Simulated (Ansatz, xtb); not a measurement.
**Two isomers of C6H8F2**

Structure a is `C=C/C=C\CC(F)F`, a singlet and structure b is `F/C=C1/CCC[C@@H]1F`, a singlet. Both are isolated molecules in the gas phase, relaxed with B3LYP/def2-SVP; each stands in its lowest conformer found.

Task: Estimate which is lower in electronic energy at CCSD(T)/def2-SVP + ΔMP2/def2-TZVPP, and by roughly how much.

Result: The CCSD(T)/def2-SVP + ΔMP2/def2-TZVPP calculation puts structure b lower, by 24.8 kJ/mol.

Level by level:

```json
{"level": "GFN2-xTB", "geometry": "GFN2-xTB", "E(b) − E(a) (kJ/mol)": "−110.4", "departure from the last row (kJ/mol)": "−85.5", "job, with rough time for the two": "optimisation, 0.15 s"}
{"level": "HF/STO-3G", "geometry": "GFN2-xTB", "E(b) − E(a) (kJ/mol)": "−187.6", "departure from the last row (kJ/mol)": "−162.8", "job, with rough time for the two": "single point, 0.42 s"}
{"level": "r2SCAN-D4/def2-SVP", "geometry": "GFN2-xTB", "E(b) − E(a) (kJ/mol)": "−35.2", "departure from the last row (kJ/mol)": "−10.4", "job, with rough time for the two": "single point, 4.2 s"}
{"level": "B3LYP/def2-SVP", "geometry": "B3LYP/def2-SVP", "E(b) − E(a) (kJ/mol)": "−16.6", "departure from the last row (kJ/mol)": "+8.2", "job, with rough time for the two": "optimisation, 56 s"}
{"level": "HF/def2-SVP", "geometry": "B3LYP/def2-SVP", "E(b) − E(a) (kJ/mol)": "−10.1", "departure from the last row (kJ/mol)": "+14.7", "job, with rough time for the two": "part of the CCSD(T) run"}
{"level": "MP2/def2-SVP", "geometry": "B3LYP/def2-SVP", "E(b) − E(a) (kJ/mol)": "−35.4", "departure from the last row (kJ/mol)": "−10.6", "job, with rough time for the two": "part of the CCSD(T) run"}
{"level": "CCSD(T)/def2-SVP", "geometry": "B3LYP/def2-SVP", "E(b) − E(a) (kJ/mol)": "−27.1", "departure from the last row (kJ/mol)": "−2.3", "job, with rough time for the two": "single point"}
{"level": "CCSD(T)/def2-SVP + ΔMP2/def2-TZVPP", "geometry": "B3LYP/def2-SVP", "E(b) − E(a) (kJ/mol)": "−24.8", "departure from the last row (kJ/mol)": "", "job, with rough time for the two": "single point, 2.3 min"}
```

As drawn, b has 2 C–C in place of 1 C=C. Structure a has no ring, b a 5-membered ring.

The levels shown agree on the order. The largest departure from CCSD(T)/def2-SVP + ΔMP2/def2-TZVPP is that of HF/STO-3G, 162.8 kJ/mol. The last row adds to CCSD(T) the change of the MP2 difference between the two basis sets, here +2.3 kJ/mol.

With thermal terms from frequencies at re-optimised GFN2-xTB minima (ideal gas, soft modes damped towards free rotors, one conformer each, 298.15 K, 1 atm): the zero-point term adds +9.8 kJ/mol; ΔH is −18.5 and ΔG −8.5 kJ/mol.

The correlated steps freeze 8 core orbitals. Mirror images aren't counted in ΔG. Codes used: Ansatz 0.2.0, xtb 6.7.1; the last row on 4 threads of Arm Neoverse V1 on a shared host.

Structure b lies lower because closing the ring exchanges a C=C π bond for σ bonding, at the cost of only modest five-membered-ring strain. The gain is probably held down by what a alone possesses: a conjugated diene and a CHF2 group, in which each fluorine lone pair donates into the neighbouring C–F σ* orbital. Separating the fluorines forfeits that geminal stabilisation, and the vinylic C–F bond in b likely recovers only part of it.

Correlation strengthens the preference for the more compact ring, from −10.1 kJ/mol in HF/def2-SVP to −27.1 with CCSD(T), while MP2 overshoots. The much larger preference in HF/STO-3G probably reflects a minimal basis too rigid to describe π bonds and polar C–F bonds evenly against C–C σ bonds.

Zero-point energy narrows the gap, as expected when a stiffer ring replaces a chain, and the loss of internal rotation narrows it further in ΔG. The preference for b is thus mainly enthalpic, and it says nothing about how readily the isomers interconvert, which would require fluorine migration as well as ring closure.
